The bulk modulus tells how hard a solid is to squeeze: it is the pressure needed for a small compression, divided by the fraction of volume lost. With a modulus of 100 GPa, a pressure of 1 GPa shrinks the metal by about 1%. Here each metal was relaxed in the omega structure with the BLYP functional, and the modulus was read from the energies of seven cells scaled to different volumes. These metals take other structures at ordinary conditions, and BLYP tends to make transition metals too large and too soft. The values therefore serve to compare the bonding of the elements and do not replace handbook data.

Period-4 metals relaxed in the omega (AlB2-type) structure with Ansatz 0.2.0: BLYP, plane-wave PAW, 420 eV cutoff, scalar-relativistic, Fermi-Dirac smearing. Each row is the lowest in energy of the magnetic starts tried; bulk moduli come from Birch-Murnaghan fits and moments from atomic spheres. Valence electrons include the d shell only in groups 3 to 12.

| element | Z | valence electrons | smearing width | k mesh | volume per atom, BLYP (Å³) | bulk modulus, BLYP (GPa) | largest site moment, BLYP (μB) | magnetic order, BLYP |
| --- | --- | --- | --- | --- | --- | --- | --- | --- |
| K | 19 | 1 | 0.1 eV | 6×6×8 | 76.50 | 3.03 | 0.00 | no spin polarisation |
| Ca | 20 | 2 | 0.1 eV | 7×7×10 | 43.19 | 15.1 | 0.00 | no spin polarisation |
| Sc | 21 | 3 | 0.1 eV | 8×8×11 | 24.79 | 51.0 | 0.00 | no spin polarisation |
| Ti | 22 | 4 | 0.1 eV | 9×9×12 | 17.53 | 106 | 0.00 | no spin polarisation |
| V | 23 | 5 | 0.1 eV | 9×9×15 | 14.05 | 162 | 0.00 | no spin polarisation |
| Cr | 24 | 6 | 0.1 eV | 10×10×15 | 12.24 | 215 | 0.00 | no spin polarisation |
| Fe | 26 | 8 | 0.05 eV | 10×10×15 | 12.53 | 129 | 2.60 | ferromagnetic |
| Co | 27 | 9 | 0.05 eV | 12×12×17 | 11.56 | 182 | 1.74 | ferromagnetic |
| Ni | 28 | 10 | 0.05 eV | 10×10×14 | 11.67 | 162 | 0.67 | ferromagnetic |
| Cu | 29 | 11 | 0.1 eV | 10×10×14 | 12.94 | 109 | 0.00 | no spin polarisation |
| Zn | 30 | 12 | 0.1 eV | 9×9×13 | 17.70 | 34.0 | 0.00 | no spin polarisation |
| Ga | 31 | 3 | 0.1 eV | 9×9×11 | 22.33 | 28.4 | 0.00 | no spin polarisation |

From K to Cr the modulus grows 71-fold, and the volume per atom shrinks at every step. Two causes are mixed in this rise, and they can be separated exactly. If E is the energy per atom and V its volume, the modulus is B = V·d²E/dV². Multiplied by V, it becomes V²·d²E/dV², the curvature of the energy against relative volume change. This stiffness energy says how strongly an atom's bonding resists a given percentage of compression, whatever the atom's size.

Between K and Cr the stiffness energy rises by a factor of 11, while the volume falls by a factor of 6. The metal becomes stiffer because each atom resists more, and also because more atoms share each cubic centimetre. The output printed after this text lists the stiffness energy of every row.

The rise begins with s electrons. K has one loosely held s electron per atom, spread thinly through the crystal, and Ca has two outer electrons, held by a stronger nuclear pull and already expected to take on some d character. From Sc onwards the filling of the d band drives both changes. Electrons then enter d orbitals, which overlap with those of neighbouring atoms and form a band. The lower part of that band is bonding and the upper part antibonding. As long as bonding states are being filled, each added electron pulls the atoms closer, and the shorter distance strengthens the overlap further.

Cr lies near the point where the bonding states are full, and it is the stiffest row. It isn't the smallest, however: Co has a volume of 11.56 Å³ against 12.24 Å³ for Cr, yet Cr is 18% stiffer. Beyond the middle of the row, added electrons go into antibonding states and weaken the bonds, while the growing nuclear charge still draws the d shell inwards. Size and stiffness thus part company. Co is also ferromagnetic, which may soften it further.

The place of Cr at the top is therefore not a matter of band filling alone. Cr was computed without spin, Fe, Co and Ni carry moments, and Mn is missing from the table. In the two rows below, whose transition metals are non-magnetic, the stiffest elements are Ru and Os, which stand under Fe. There the continuing shrinkage helps to push the peak past the middle of the row.

By that comparison, Fe without a moment would be expected to rival Cr. Instead the modulus of Fe in the table is 129 GPa, below those of Cr and Co, and its volume is larger than that of either. The row is ferromagnetic, with a largest site moment of 2.60 μB. Such a moment means that electrons have left states of one spin for higher, more strongly antibonding states of the other. Theory therefore leads us to expect weaker bonds and a swollen metal.

Is Fe soft merely because it is swollen? The pressures along its compression curve allow an estimate. When Fe is squeezed to 0.96 of its equilibrium volume, the pressure goes from −0.187 to 5.468 GPa, a rise of about 5.65 GPa. Dividing by the logarithmic volume change, ln(1/0.96) = 0.0408, gives a modulus of about 139 GPa. Applied around the equilibrium volume of each metal, the same kind of estimate agrees with the tabulated modulus to within 3.4%.

This value belongs to the middle of the step, where Fe has practically the volume of Cr. Cr reaches 215 GPa there, so size does not explain the gap between these two. The comparison with Co ends differently. Squeezed further, to the volume of Co, Fe reaches roughly 182 GPa, close to the modulus of Co itself. Against Co, then, the softness of Fe goes together with its expansion; against Cr, the bonds themselves resist less.

Magnetism can also soften a metal in a second way. Compression broadens the d band and makes it costly to keep the two spins unequally filled, so the moment shrinks. At every volume the moment settles where the energy is lowest. The real energy curve therefore touches the curve for a frozen moment at equilibrium and runs below it on either side. A curve that lies lower on both sides is flatter, and a flatter curve means a smaller modulus.

Under the strongest compression the calculation shows a sign that fits this effect. Over the last two steps of compression the modulus rises by 14 to 26% in the other eleven metals, but by only 8% in Fe. In the last of these steps Fe loses 0.16 μB per atom, more than four times the loss in Co. The weak stiffening and the large loss of moment thus occur together, but the weak stiffening hangs on a single pressure, that of the smallest cell. More closely spaced volumes would be needed to confirm it. One step earlier, where Fe lost less moment, it still stiffened more than most of the others. How much of Fe's low modulus at equilibrium comes from magnetism remains untested, because that would take a comparison with non-magnetic Fe.

At the far end of the row the d band stops contributing much. From Cu to Zn the modulus falls by a factor of 3.2, although the volume grows by only 37%. Most of the fall therefore lies in the stiffness energy, which drops from 8.8 to 3.8 eV. In Cu the filled d states still lie close enough to the s and p states to mix with them and add to the bonding. In Zn they have sunk well below, and the outer s and p electrons hold the metal together almost alone.

Ga continues in the same manner. Its stiffness energy, 4.0 eV, is nearly that of Zn, so each atom resists a given percentage of compression about equally. Its modulus is nevertheless 16% lower, because this resistance is spread over a volume 26% larger. Here the difference between two neighbours is mainly one of size.

Sc and Ga show what to look for when placing a neighbouring metal. Both are listed with three valence electrons, and Sc even has the larger volume, yet it is 1.8 times as stiff. At least one of its three electrons occupies bonding d states, whereas the third electron of Ga goes into a p state above a filled d shell. The first question is therefore how far the filled bonding d states outweigh the filled antibonding ones, and the second is how much volume each atom takes. A large moment that shrinks under pressure is a reason to expect a lower modulus than these two answers suggest.

Numerical output:

```
Stiffness energy and response to compression:
  row  modulus x volume (eV per atom)  stiffening ratio of last two compression steps  moment lost from 1.04 to 0.96 (muB per atom)  moment lost from 0.92 to 0.88 (muB per atom)
    K                           1.447                                           1.175                                             0                                             0
   Ca                           4.071                                           1.138                                             0                                             0
   Sc                           7.891                                           1.145                                             0                                             0
   Ti                            11.6                                           1.158                                             0                                             0
    V                           14.21                                           1.171                                             0                                             0
   Cr                           16.43                                           1.183                                             0                                             0
   Fe                           10.09                                           1.083                                        0.1824                                        0.1552
   Co                           13.13                                           1.202                                       0.04263                                       0.03459
   Ni                            11.8                                           1.213                                       0.02218                                       0.01757
   Cu                           8.803                                           1.224                                             0                                             0
   Zn                           3.756                                           1.264                                             0                                             0
   Ga                           3.958                                           1.244                                             0                                             0
Modulus of Cr over that of K (ratio): 70.96
Volume of K over that of Cr (ratio): 6.25
Modulus x volume of Cr over that of K (ratio): 11.35
Modulus of Cr above that of Co (percent): 18.13
Volume of Cr above that of Co (percent): 5.882
Modulus of Fe below that of Cr (percent): 40
Volume of Fe above that of Cr (percent): 2.369
Volume of Fe above that of Co (percent): 8.391
Fe squeezed to 0.98 of its volume, volume in A^3 per atom: 12.28
Fe squeezed to 0.98 of its volume, modulus from pressures in GPa: 138.5
Fe squeezed to 0.92 of its volume, volume in A^3 per atom: 11.53
Fe squeezed to 0.92 of its volume, modulus from pressures in GPa: 181.8
Largest gap between modulus from pressures and table, all rows (percent): 3.337
Modulus of Cu over that of Zn (ratio): 3.206
Volume of Zn above that of Cu (percent): 36.79
Volume of Ga above that of Zn (percent): 26.16
Modulus of Ga below that of Zn (percent): 16.47
Modulus of Sc over that of Ga (ratio): 1.796
Volume of Sc above that of Ga (percent): 11.02
```
